The row at 13.67 Å³ looks wrong. It is the cell that was supplied for rhodium, yet its energy lies 8 meV per atom above the bottom of the curve. The crystal is sound, but for PBE this cell is too small: the fitted minimum lies at 14.04 Å³ per atom. PBE tends to make the lattices of 4d metals slightly too large, so a cell close to the real one would be expected on this compressed side. The energies alone do not tell where the supplied cell came from.

Energies of fcc rhodium (one atom per cell) at uniformly scaled volumes, counted from the minimum of the equation-of-state fit. They were calculated with FLEUR MaX-R8.1 (later development tree) using all-electron LAPW and PBE, without spin polarisation or spin–orbit coupling, on a 12×12×12 k mesh with 0.05 eV Fermi–Dirac smearing and a basis cutoff kmax of 4.26 bohr⁻¹.

| volume (Å³/atom) | energy (meV/atom) |
| --- | --- |
| 12.85 | 96.90 |
| 13.12 | 54.97 |
| 13.40 | 25.91 |
| 13.67 | 8.04 |
| 13.94 | 0.53 |
| 14.22 | 1.86 |
| 14.49 | 11.12 |

**From 12.85 to 13.67: the squeezed crystal.** Energies are counted from the fitted minimum, and in the top row the crystal has climbed 97 meV. Neighbouring atoms are there 2.9 % closer than at the minimum. If the bonds were ideal springs with the right stiffness at the minimum, this squeeze would cost only 86 meV. The extra 11 meV shows that the bonds stiffen as they shorten.

The usual explanation is a contest between two forces. The 4d orbitals of neighbouring atoms overlap, which spreads their levels into a band. Rhodium fills most of this band but leaves part of its antibonding top empty, so there is a net gain, and it grows as the atoms approach. Against it works a repulsion: electrons confined to less space have more kinetic energy, and the valence electrons must also stay orthogonal to the inner shells.

At the minimum the two forces cancel. Both grow when the atoms approach, but the repulsion grows faster, which is why the crystal resists. The growth of the repulsion also speeds up more than that of the attraction, so the resistance rises by more with each further step inwards. An ideal spring would add the same amount each time. When the atoms move apart, the repulsion dies away first and leaves the attraction, which itself weakens with distance. The total energies show the resulting asymmetry; the division into two forces is theory, since the table does not separate them.

**A simple binding curve.** A bond that stiffens inwards and fades outwards can be described by

$$E = D\,[1-(1+a)e^{-a}],\qquad a=\eta\,(d/d_0-1).$$

Here $E$ is the energy above the minimum, $D$ the energy needed to pull the crystal apart into atoms, $d$ the distance between neighbours and $d_0$ its value at the minimum. The number $\eta$ sets how quickly the force changes with distance. The slope of the curve is $dE/da = D\,a\,e^{-a}$, the force of a spring multiplied by $e^{-a}$. This factor exceeds one under compression and falls below one under stretching.

The stiffness at the minimum fixes $\eta$. Matching the curvature of $E$ to the bulk modulus $B$ at the equilibrium volume $V_0$ gives $\eta^2 = 9BV_0/D$. The equation-of-state fit gives $B$ = 259 GPa, so $BV_0$ is 22.7 eV. With a rough recalled cohesive energy of 5.8 eV for $D$, $\eta$ comes to about 5.9.

For the top row, $a = -5.9\times0.029 \approx -0.17$. For small $a$ the curve can be expanded as

$$E \approx D\left(\frac{a^2}{2}-\frac{a^3}{3}+\frac{a^4}{8}\right).$$

The first term is the spring energy, 86 meV. The second adds about 10 meV because $a$ is negative, and the third adds less than 1 meV. The total is 96 meV, against 97 meV in the table.

This row also helped to determine $V_0$ and $B$, so the agreement tests the asymmetry of the curve, not its position or its stiffness at the bottom. The small shortfall is largest in this most compressed row, where the calculated crystal stiffens slightly faster than the model. A somewhat shallower well would strengthen the asymmetry, so the result should not be read as a measurement of the cohesive energy.

**From 13.94 to 14.22: the bottom.** The minimum falls between these two rows, so neither energy is zero. The row at 14.22 Å³ is about twice as far from the minimum in volume, and near the bottom energy grows roughly as the square of that distance. Its energy should therefore be nearly four times as large; the table gives 3.5 times. Softening on the outward side lowers the ratio a little, and with one energy of only 0.5 meV the scatter of the calculation is enough to account for the rest.

The position of this minimum belongs to a crystal with motionless atoms. Zero-point and thermal motion would normally enlarge the cell a little, because the atoms meet less resistance outwards than inwards.

**At 14.49: the stretched crystal.** Here the neighbours are 1.1 % farther apart than at the minimum. Springs would require 11.6 meV, but the table gives 11.1 meV, so stretching costs less than the spring law predicts. The cubic term has changed sign, just as the binding curve requires. It is small because the displacement is well under half that of the top row, and a cube shrinks quickly. With only two rows beyond the minimum, the evidence for softening is thinner than that for stiffening.

**What the bend means for stiffness.** Each set of three neighbouring energies yields a local bulk modulus, without any assumed binding curve. It falls from 362 GPa around 13.12 Å³ to 242 GPa around 14.22 Å³, while the neighbour distance grows by only 2.7 %. Near the minimum, 1 % more distance thus costs about 15 % of the stiffness.

The fall is steady in direction but uneven in size. The local modulus depends on small differences between energies, which magnify their scatter. The energies miss the equation-of-state fit by typically 0.04 meV. If three neighbouring ones err by that much in alternating directions, the modulus they yield shifts by about 5 GPa, and the next one can shift the opposite way. The uneven steps are of this order and need no change in the electronic structure.

A straight line through the five local moduli, fitted by least squares against pressure, rises by 5.0 ± 0.3 GPa per GPa. The binding curve predicts $1+2\eta/3$, also about 5. The 1 comes from geometry and would remain even for ideal springs; the rest comes from the changing stiffness of the bonds. A crystal that is stiff for the depth of its well has a large $\eta$, because a steep force must fade within a short distance if the well is to stay that shallow. By this argument, a related metal with a larger $BV_0/D$ should stiffen faster under pressure.

The supplied cell shows the practical consequence. At 13.67 Å³ the energies correspond to a pressure of about 7 GPa, which at 5 GPa per GPa adds some 35 GPa to the modulus. An elastic constant calculated in that cell would describe a compressed crystal, so the volume should be relaxed first if the stiffness that PBE gives at zero pressure is wanted.
